Dear colleague,

The temperature window I worked out first for TiO$_2$ from titanium isopropoxide (TTIP) and water, 173 to 291 °C, is wrong for your recipe of a 0.2 s dose and a 30 s purge. I treated the two limits as properties of the chemistry, and they belong to the chemistry and the timing together. With the same inputs the mended model has no window for that recipe.

**Model and conventions**

I follow the TTIP half-cycle only and assume that the water half-cycle runs to completion, so each dose starts on empty sites. Let $\theta$ be the filled fraction of sites, with $\theta=1$ the sterically saturated layer. The dose holds the partial pressure $P$ at the wafer for a time $t_d$. The purge lasts $t_p$, from the end of the dose to the arrival of water, at zero TTIP pressure. With first-order Langmuir kinetics,

$$\frac{d\theta}{dt}=k_aP\,(1-\theta)-k_d\,\theta,\qquad k_aP=A\,e^{-E_a/kT},\qquad k_d=\nu\,e^{-E_d/kT},$$

where $k$ is the Boltzmann constant and $T$ is in kelvin. The prefactor $A$ is a rate in s$^{-1}$ and is proportional to $P$. The constant $k_d$ lumps together every first-order route by which an adsorbed Ti species leaves the surface before water fixes it. Growth per cycle is $g_{\rm sat}$ times the coverage that survives the purge. The window is the range of $T$ in which that coverage is at least $1-\varepsilon$, and I choose $\varepsilon=0.05$.

All of the following inputs are assumed or typical values. None is a measurement.

| Input | Assumed or typical value |
|---|---|
| TTIP partial pressure $P$ | 0.1 Torr |
| Molar mass of TTIP | 284.2 g/mol |
| Saturated growth $g_{\rm sat}$ | 0.30 Å/cycle |
| Prefactor of the sticking probability | 1 |
| Effective chemisorption barrier $E_a$ | 0.40 eV |
| Loss barrier $E_d$, prefactor $\nu$ | 1.60 eV, $10^{13}$ s$^{-1}$ |
| Decomposition barrier $E_x$, prefactor $\nu_x$ | 1.55 eV, $10^{13}$ s$^{-1}$ |
| Vapour pressure of TTIP | 1 Torr at 330 K |
| Enthalpy of vaporisation | 60 kJ/mol |

The three barriers were chosen so that a recipe with a dose near 1 s and a purge near 10 s has its window inside the range typically used for this process, roughly 150 to 300 °C. Landing in that range is therefore no test of the model, and every temperature below is the model's.

The prefactor $A$ is the impingement flux per site. For the site density I use the compiled lattice constants of rutile, $a=4.59308$ Å and $c=2.95889$ Å at 295 K (Burdett 1987). The cell volume is $a^2c=62.42$ Å$^3$ with two Ti atoms, or 32.04 Ti per nm$^3$, so 0.30 Å/cycle means $N_s=0.961$ Ti per nm$^2$ per cycle. The Hertz–Knudsen flux $P/\sqrt{2\pi mkT}$ at 200 °C is $9.58\times10^{4}$ nm$^{-2}$ s$^{-1}$. The ratio is $9.97\times10^{4}$ s$^{-1}$, which I round to $A=1.0\times10^{5}$ s$^{-1}$ and hold constant. Films from this process are typically amorphous or anatase and some 10 per cent less dense than rutile. Raising $A$ by 10 per cent lowers the 173 °C limit by 4 K, and the neglected $T^{-1/2}$ of the flux does less. In temperature units $E_a/k=4642$ K and $E_d/k=18567$ K, and the sticking probability at 200 °C is $5.5\times10^{-5}$.

**The attempt that is wrong**

Everything in this section leads to a wrong answer.

(W1) At low temperature chemisorption is too slow. The empty fraction decays as $e^{-k_aPt}$ and has to fall to $\varepsilon$.

(W2) At high temperature the layer is lost. The retained fraction decays as $e^{-k_dt}$ and has to stay above $1-\varepsilon$. Define $\eta=-\ln(1-\varepsilon)=0.0513$.

(W3) Doses and purges are of the order of seconds and will end up inside logarithms, where they hardly matter. Drop them, and ask for $k_aP\ge\ln(1/\varepsilon)$ and $k_d\le\eta$.

(W4) Solve for the temperature:

$$T_{\rm low}^{\rm wrong}=\frac{E_a}{k\ln[A/\ln(1/\varepsilon)]},\qquad T_{\rm high}^{\rm wrong}=\frac{E_d}{k\ln[\nu/\eta]}.$$

With $\ln(1/\varepsilon)=2.996$ the two logarithms are 10.416 and 32.904. The wrong window is 446 to 564 K, or 173 to 291 °C, for any recipe. It suggests that 200 °C is safe and that the film grows at 0.30 Å/cycle to within 5 per cent over the whole range.

**The symptom**

The first sign needs no reactor. Express the same rates per minute, so that $A$ and $\nu$ are both multiplied by 60, and (W4) returns 47 to 229 °C. A physical limit cannot depend on the clock used to quote the rates. The arguments of both logarithms carry the unit s$^{-1}$, and the number they produce contains a hidden choice of one second.

The second sign is that the answer fails its own definition. Equation (1) below gives the retained coverage for any timing. With $t_d=0.2$ s and $t_p=30$ s it gives 0.45 at the claimed lower edge, 0.66 at 200 °C and 0.21 at the claimed upper edge, where at least 0.95 was promised. In growth per cycle these are 0.14, 0.20 and 0.064 Å/cycle. On your tool the slip would show as growth that still rises with dose time at 200 °C and falls with purge time near 290 °C, both inside the supposed window.

**The faulty line**

The fault is (W3). It compares a rate with a pure number, when the quantities that have to be large or small are the products $k_aP\,t_d$ and $k_d\,t_p$. Setting both times to one second is a legitimate recipe, and (W4) holds for that recipe alone.

The excuse about logarithms fails on inspection. Going from 1 s to 0.2 s changes the first logarithm by 1.61, which is 15 per cent of 10.416. Going from 1 s to 30 s changes the second by 3.40, which is 10 per cent of 32.904. These fractions act on absolute temperatures near 500 K, while the window is the difference of two such temperatures and is itself only a fraction of either. In this recipe both edges also move inward.

**The mended calculation**

During the dose the rate equation is linear, with total rate $s=k_aP+k_d$. From $\theta(0)=0$,

$$\theta(t_d)=k_aP\int_0^{t_d}e^{-st}\,dt=\theta_{\rm eq}\left[1-e^{-st_d}\right],\qquad \theta_{\rm eq}=\frac{k_aP}{k_aP+k_d}.$$

During the purge $P=0$ and $\theta$ decays at the rate $k_d$. The coverage that meets the water pulse is

$$\Theta=\theta_{\rm eq}\left[1-e^{-(k_aP+k_d)t_d}\right]e^{-k_dt_p}.\tag{1}$$

The window is the set of $T$ with $\Theta\ge1-\varepsilon$. Two necessary conditions follow.

*Lower limit.* The integral form shows that $\theta(t_d)$ falls as $k_d$ grows, so $\Theta\le1-e^{-k_aPt_d}$. The requirement then forces $k_aP\,t_d\ge\ln(1/\varepsilon)$, that is

$$T\ge T_{\rm low}=\frac{E_a}{kL_a},\qquad L_a=\ln\frac{A\,t_d}{\ln(1/\varepsilon)}.\tag{2}$$

This needs $L_a>0$. If $At_d\le\ln(1/\varepsilon)$, too few molecules arrive and no temperature saturates the surface.

*Upper limit.* Since $\theta(t_d)\le1$, we have $\Theta\le e^{-k_dt_p}$, which forces $k_dt_p\le\eta$, that is

$$T\le T_{\rm high}=\frac{E_d}{kL_d},\qquad L_d=\ln\frac{\nu\,t_p}{\eta}.\tag{3}$$

For small $\varepsilon$ one may write $\varepsilon$ for $\eta$. Here that lowers the 291 °C limit by 0.4 K.

*Existence.* The order $T_{\rm low}<T_{\rm high}$ requires

$$\frac{E_d}{E_a}>\frac{L_d}{L_a}.\tag{4}$$

Equivalently the purge must be shorter than $(\eta/\nu)\,[At_d/\ln(1/\varepsilon)]^{E_d/E_a}$. With $E_d/E_a=4.00$ the longest tolerable purge scales as the fourth power of the dose time.

Condition (4) is necessary and not sufficient, because (2) and (3) each spend the whole allowance $\varepsilon$ on one loss. For three factors between 0 and 1, one minus the product is at most the sum of the three shortfalls. Applied to (1), with $1-\theta_{\rm eq}\le k_d/k_aP$, $e^{-st_d}\le e^{-k_aPt_d}$ and $1-e^{-k_dt_p}\le k_dt_p$, this gives

$$1-\Theta\le e^{-k_aPt_d}+k_dt_p+\frac{k_d}{k_aP},$$

and it suffices that the right side is at most $\varepsilon$. The last term is the loss during the dose. It is smaller than the purge term by the factor $1/(k_aP\,t_p)$. At the upper edge of the 1 s/1 s recipe it is 0.0019 and pulls that edge down by 0.6 K. When the window is wide, one loss dominates at each edge and (2) and (3) are accurate. When it is narrow, the losses add and (1) has to be solved directly.

*Dependence on the times.* Both $1/T_{\rm low}$ and $1/T_{\rm high}$ are linear in the logarithm of their time, with slopes $k/E_a$ and $k/E_d$. Locally,

$$\frac{dT_{\rm low}}{d\ln t_d}=-\frac{kT_{\rm low}^2}{E_a},\qquad \frac{dT_{\rm high}}{d\ln t_p}=-\frac{kT_{\rm high}^2}{E_d}.$$

At the one-second point the lower edge falls by 43 K and the upper edge by 17 K per factor $e$ in time. The lower edge is the softer one because $L_a$ is the smaller logarithm. Since $A\propto P$, the lower edge depends on the exposure $Pt_d$, which is $2\times10^{4}$ langmuir for your dose (1 L $=10^{-6}$ Torr s). Doubling the pressure moves $T_{\rm low}$ exactly as doubling the dose time does.

*Condensation.* The wafer, and every surface upstream of it, must satisfy $P<P_{\rm sat}(T)$. The integrated Clausius–Clapeyron relation with constant $\Delta H$, anchored at $P_1=1$ Torr and $T_1=330$ K, gives

$$\frac1{T_{\rm cond}}=\frac1{T_1}+\frac{R}{\Delta H}\ln\frac{P_1}{P},$$

so $T_{\rm cond}=299$ K, or 25 °C, at 0.1 Torr. The true lower limit is the larger of $T_{\rm low}$ and $T_{\rm cond}$. This bound is thermodynamic and is the only one that contains no time. It rises with $P$ while $T_{\rm low}$ falls. It lies far below the kinetic edge in every recipe here. Close above $T_{\rm cond}$ a physisorbed excess still forms, and its removal is again a question of purge time.

*Decomposition.* Equation (1) has no term for it, yet for TTIP the upper end is typically put down to thermal decomposition, with an onset of roughly 250 to 300 °C. If adsorbed ligands break up at the rate $k_x=\nu_xe^{-E_x/kT}$ and each event opens a site that is refilled while TTIP is present, the excess growth is about $k_xt_d$ in units of $g_{\rm sat}$. Keeping it below $\varepsilon$ requires

$$T\le T_x=\frac{E_x}{k\ln(\nu_xt_d/\varepsilon)}.\tag{5}$$

This limit rivals (3), has the opposite sign in growth per cycle, and answers to the dose time instead of the purge time.

**Numbers of the model**

All temperatures are in °C. The fifth column solves $\Theta=0.95$ from (1), or gives the largest $\Theta$ where no solution exists.

| $t_d$ / $t_p$ (s) | $T_{\rm low}$ | $T_{\rm high}$ | $L_d/L_a$ | From (1) | $T_x$ |
|---|---|---|---|---|---|
| 1 / 1 | 173 | 291 | 3.16 | 173 to 291 | 273 |
| 1 / 10 | 173 | 254 | 3.38 | 173 to 254 | 273 |
| 2 / 30 | 145 | 238 | 3.27 | 145 to 238 | 262 |
| 0.2 / 5 | 254 | 265 | 3.92 | none, best 0.93 | 301 |
| 0.2 / 30 | 254 | 238 | 4.12 | none, best 0.85 | 301 |

The first row is what the wrong attempt computed without saying so, and even there decomposition cuts the top from 291 to 273 °C. The fourth row passes test (4), since 3.92 is below 4.00, and still has no window, because the incomplete dose and the purge loss overlap. The last row is your recipe.

**Size of the error**

For $t_d=0.2$ s and $t_p=30$ s the logarithms are $L_a=8.806$ and $L_d=36.305$, so $T_{\rm low}=527$ K and $T_{\rm high}=511$ K. The wrong attempt put the lower edge 81 K too low and the upper edge 53 K too high. The limits have crossed, and (4) fails because 4.12 exceeds 4.00. By (4), a 0.2 s dose tolerates at most a 10.2 s purge, and the fourth row shows that the true bound is shorter than 5 s.

The best the recipe can do is $\Theta=0.85$ at 241 °C, or 0.26 Å/cycle, a shortfall of 0.15 against the allowed 0.05. Decomposition adds only about 0.001 there and does not alter the verdict. Since this is a maximum in $T$, growth per cycle is locally flat around it. A flat stretch of growth against temperature at one fixed timing therefore proves nothing about saturation. It can be the balance point of two losses.

The cure is in the timing. Keeping the 30 s purge, condition (4) asks for $t_d>0.26$ s. The full expression asks for more. Solving (1) for the dose that gives $\Theta=1-\varepsilon$,

$$t_d(T)=-\frac1s\ln\left[1-\frac{(1-\varepsilon)\,e^{k_dt_p}}{\theta_{\rm eq}}\right],$$

and minimising over $T$ gives 0.38 s, where the window opens as a single point. A 2 s dose opens it to 145 to 238 °C in the model, at the price of bringing $T_x$ down to 262 °C.

**How far to trust this**

The form of (1) to (4) is exact for the stated kinetics. The temperatures rest on barriers that I chose. The least secure is $E_d$, since a TTIP fragment bound through Ti–O–Ti bridges may be held more firmly than 1.60 eV implies. With an assumed 2.0 eV, (3) gives 366 °C for the 30 s purge, decomposition sets the top, and your recipe has a model window of 254 to 301 °C. The closing of the window thus depends on $E_d$. The 81 K error at the lower edge does not, and it scales in proportion to $E_a$ at fixed $A$.

The water half-cycle has its own pair of limits of the forms (2) and (3), with its own dose and purge times, and the process window is the intersection of the two. Slow removal of isopropoxide ligands by water may well set the real lower edge, and loss of hydroxyl groups during the water purge is recombinative and need not be first order. Real pulses are also not square. Where $k_d$ is negligible, $Pt_d$ is replaced by $\int P\,dt$ at the wafer, which in a flow tube or a deep trench is less than the valve timing suggests.

All of this can be separated on your tool. At a fixed temperature near 200 °C, a dose series gives $1-g/g_{\rm sat}=e^{-k_aPt_d}$, and repeating it at a few temperatures gives $E_a$ and $A$. Near the top, use a saturating dose and vary one time at once. Growth that falls with $t_p$ as $e^{-k_dt_p}$ is loss of the adsorbed layer and yields $E_d$. Growth that keeps rising linearly with $t_d$ and ignores $t_p$ is decomposition and yields $E_x$. With those numbers in (1) and (5), a window can be stated properly, as a temperature range together with the $\varepsilon$, $P$, $t_d$ and $t_p$ for which it holds.